# TiCo: a weak Co moment that depends on its neighbours

The energy above lowest is the energy of a magnetic arrangement, per atom, counted from the most stable arrangement found for the same crystal. It was computed with the PBE density functional at fixed atomic positions. Each run started from a different pattern of spins on the Co atoms and was then left to settle, except the non-magnetic one, in which spin was switched off. The largest site moment is the surplus of one spin direction around a single atom, given in Bohr magnetons (μB), and here that atom is Co.

TiCo, CuAu (L1_0) type, a = 2.963, c = 2.989 Å, the cell relaxed without spin. Ansatz 0.2.0, plane-wave PAW, scalar-relativistic, PBE; collinear spin except in the non-magnetic run; cutoff 420 eV; k mesh 14×14×14, halved along a doubled edge; Gaussian smearing of 0.1 eV. Energies are extrapolated to zero smearing, and propagation vectors are given along a, b and c.

| start | propagation | final order | energy above lowest (meV/atom) | largest site moment (μB) |
| --- | --- | --- | --- | --- |
| parallel large | 0_0_0 | ferromagnetic | 0.0 | 0.96 |
| antiferromagnetic doubled | 0_0_1/2 | antiferromagnetic | 11.2 | 0.75 |
| antiferromagnetic doubled | 0_1/2_0 | antiferromagnetic | 13.1 | 0.76 |
| antiferromagnetic doubled | 0_1/2_1/2 | antiferromagnetic | 13.5 | 0.68 |
| non-magnetic | 0_0_0 | non-magnetic | 21.5 | 0.00 |

The propagation entry tells where the moments reverse. In 0_0_1/2 they point up in one layer and down in the next along the c axis, and 0_1/2_0 does the same along b. In 0_1/2_1/2 they reverse along both b and c, which gives straight chains of parallel moments arranged like a checkerboard.

The crystal is simpler than its type name suggests. Its two edge lengths differ by only about 1 %, so the Co atoms form a nearly simple cubic lattice with a Ti atom at the centre of each cube. Every Co atom has Ti atoms as its closest neighbours, and the nearest other Co atoms are somewhat further away.

## What happens

Parallel moments give the lowest energy, and having no moments at all gives the highest. The three antiparallel patterns lie between, close together at 11 to 14 meV/atom. The Co moment follows a similar course: 0.96 μB when all moments are parallel, and between about 0.7 and 0.8 μB when some neighbours are reversed.

The gain from magnetism thus comes in two portions. Going from the non-magnetic state to the best antiparallel pattern lowers the energy by 10.3 meV/atom. Going on to parallel order lowers it by another 11.2 meV/atom. With the best antiparallel pattern, about half of the gain is there even though the moments cancel over the crystal, and the rest needs them to line up. With the other two, the first portion is a little under 40 %.

The second portion is not purely a matter of direction. The moment also grows, by more than a quarter, when the pattern changes from 0_0_1/2 to parallel. A moment that changes this much when its neighbours are reversed is typical of mobile electrons, and much of what follows builds on that.

## Why moments form at all

In a metal like this one, the 3d electrons of Co are shared between atoms and fill a band of closely spaced levels. Electrons of equal spin avoid each other better and so repel each other less, which favours a surplus of one spin. To create that surplus, however, electrons must leave filled levels of one spin and enter higher, empty levels of the other. A moment forms when the first effect outweighs the second. This is the Stoner picture of magnetism.

The price of moving electrons is low when many levels crowd around the Fermi level, the energy up to which the band is filled. The calculation offers an indirect gauge of this crowding. It smears the occupation of levels over a narrow energy window, and the resulting correction grows with the number of levels inside that window. Per formula unit it is 15.9 meV without spin but only 9.6 meV in the parallel state.

So the non-magnetic state has a dense set of levels where the filling stops, and forming moments moves many of them away. That is what the Stoner picture leads one to expect, although the drop is a sign of the process and not a proof of its cause. The antiparallel patterns show a similar drop. The gauge therefore helps to explain why moments form, but not why they prefer to be parallel.

The change of moment from one pattern to another is mainly a redistribution of spin and not a transfer of charge. The Co 3d shell holds about 7.9 electrons in both the parallel state and the 0_0_1/2 pattern. What differs is how those electrons are divided between up and down. The parallel run began with 3.5 μB on each Co atom and the antiparallel runs with 2.0 μB, up or down, so the small final values are what the electrons settled on and not what they were given.

## Why parallel is best

The argument here comes from band theory, since the table shows the result but does not isolate its cause. When all Co moments are parallel, an electron of given spin meets the same conditions on every Co atom. It can spread freely through the crystal, and its band is wide. When neighbours are reversed, the same electron finds favourable and unfavourable Co atoms side by side. Spreading becomes harder, and the band narrows.

Which arrangement wins depends on how full the band is. Near half filling, reversed neighbours tend to win, because the levels that their contrast pushes down are filled while those pushed up stay empty. With a d shell nearly full or nearly empty, the few holes or electrons gain most from a wide band, and parallel order tends to win. Co in this compound, with close to eight of ten 3d places taken, would by this rule of thumb be expected on the parallel side. The rule is made for a d band of one element, though. Here the Co levels mix with those of Ti, whose 3d shell holds about three electrons, so the count on Co alone is a rough guide.

The same reasoning suggests why the moment shrinks in the antiparallel patterns. A Co atom with reversed neighbours mixes its levels with those of atoms on which the opposite spin is favoured. This mixing brings in some of the wrong spin and weakens the surplus. Each Ti atom in these patterns sits between four up and four down Co atoms, so its own moment vanishes by symmetry.

## Why more reversal costs hardly more

The row that teaches most is 0_1/2_1/2. Each Co atom has six nearest Co neighbours. Two of them are reversed in 0_0_1/2 and in 0_1/2_0, but four are reversed in 0_1/2_1/2. If magnetic energy were a matter of nearest neighbours alone, the checkerboard of chains should be by far the most expensive pattern.

The estimate can be worked in full. Suppose that every Co atom carries a moment of fixed size and that each reversed nearest Co neighbour adds a fixed cost, which may differ between the b and c directions. The 0_0_1/2 pattern then gives the cost of reversal along c, 11.2 meV/atom, and 0_1/2_0 gives the cost along b, 13.1 meV/atom. Since 0_1/2_1/2 reverses along both, its energy should be the sum:

11.2 + 13.1 = 24.3 meV/atom

The calculation gives 13.5 meV/atom for this row, which played no part in the estimate. The simple rule is too high by a factor of 1.8. It even places the pattern above the non-magnetic state at 21.5 meV/atom, where the crystal would do better to give up its moments altogether. The picture of fixed moments that feel only their nearest Co neighbours fails for TiCo.

There are two likely reasons. The first is that Co atoms also feel others further away. Any two Co atoms at corners of the same cube share the Ti atom at its centre, and electrons can pass from one to the other through it. This links a Co atom not only to neighbours along the cube edges but also to those across the faces and through the body of the cube.

Counting these more distant neighbours makes the flat energies less surprising. Of the twelve Co neighbours across the faces, eight are reversed in each of the three antiparallel patterns. All eight neighbours through the body of the cube are reversed in the two layered patterns, but none in 0_1/2_1/2. If the links across the faces matter most, all three patterns should cost about the same. Links through the body that favour parallel moments would also help to level the energies, since they raise the cost of the two layered patterns only.

The second reason is that the moments are soft. In 0_1/2_1/2 the Co moment falls to 0.68 μB, the smallest of the magnetic states. The electrons lower the cost of an unfavourable pattern by carrying less moment, which a fixed-moment rule forbids. The layered patterns, however, already show most of this shrinkage, so much of the saving is already inside the two energies that were added. Softness alone is therefore not expected to close the gap. With nearest neighbours only, four reversed neighbours should leave a far smaller gain over the non-magnetic state than two, yet 0_1/2_1/2 keeps 8.0 meV/atom against 8.4 for 0_1/2_0. Both reasons probably act together, with the distant links the harder one to do without. The moments themselves hint that distant neighbours matter: two reversed nearest neighbours go with a loss of about 0.2 μB, but four with a loss of only 0.28 μB, far from twice as much. Still, the table cannot put a number on the share of each reason. In an exactly cubic crystal it would hold only two different antiparallel energies, too few to fix three kinds of link, let alone the change in moment.

## How far the small differences can be read

The two layered patterns would be the same pattern, merely turned, if the crystal were exactly cubic. Their energies differ by 1.9 meV/atom. The slight stretch of the crystal can account for this. The 0_0_1/2 pattern presses outwards with about 2.5 GPa along its stacking direction but with only 0.9 GPa across it, so a layered pattern gains when the longer edge lies along the stacking. An estimate from these stresses and the stretch gives one to two meV/atom, which is the size of the split. The split therefore most likely reflects the shape of this cell and not a separate preference of the Co moments for the c axis. The stretch itself is probably left over from the relaxation of the cell, which began further from cubic and stopped while small stresses still pulled towards it.

The split also shows how far a change of shape by only 1 % can move these energies, which makes it a useful yardstick. The lead of parallel order and the failure of the nearest-neighbour estimate are both more than five times larger, so neither conclusion hangs on the stretch. The data hold no runs with finer k meshes or other smearing widths, so the numerical error of each row is not known. Each pattern also appears with only one starting size of moment, and no search for lower-lying states was made, so a more stable solution of the same pattern could have been missed. The 0.4 meV/atom between 0_1/2_0 and 0_1/2_1/2 is much smaller than the yardstick. Those two patterns should be treated as equal in energy.

## What to do about it

Do not take ferromagnetism, the best of the patterns tried here, as a property of the real material. Ordered TiCo is known as a paramagnet, without lasting magnetic order. PBE tends to exaggerate magnetism in metals whose moments are weak and mobile, partly because it leaves out much of the fluctuation of the spins. The table shows which of these patterns TiCo would favour at zero temperature if its magnetism were as strong as PBE makes it. Other patterns, such as one with moments reversed along all three axes, are not in it.

If the energies are to feed a further model, relax the crystal separately for each magnetic state. The cell used here was optimised without spin and kept the symmetry of its start, so less symmetric shapes remain untested. The parallel state is under a pressure of about 2.4 GPa in this cell. It would expand if allowed to, and so would the 0_0_1/2 pattern, which is under a lower pressure. The parallel state is pressed harder overall, but the 0_0_1/2 pattern should also gain by stretching along its stacking direction. Neither gain was computed, but in a metal of ordinary stiffness stresses of this size are expected to release only one or two meV/atom, far less than the lead of parallel order.

Do not derive a single nearest-neighbour coupling from one pair of rows. The value taken from either layered pattern would be well over one and a half times that taken from the checkerboard of chains. A sounder habit for any metal of this kind is to look at the moments before the energies. Where they keep their size from one pattern to the next, counting reversed neighbours, the more distant ones included, is a reasonable start; where they shrink, as here, the energy of a new pattern has to be computed and not added up.
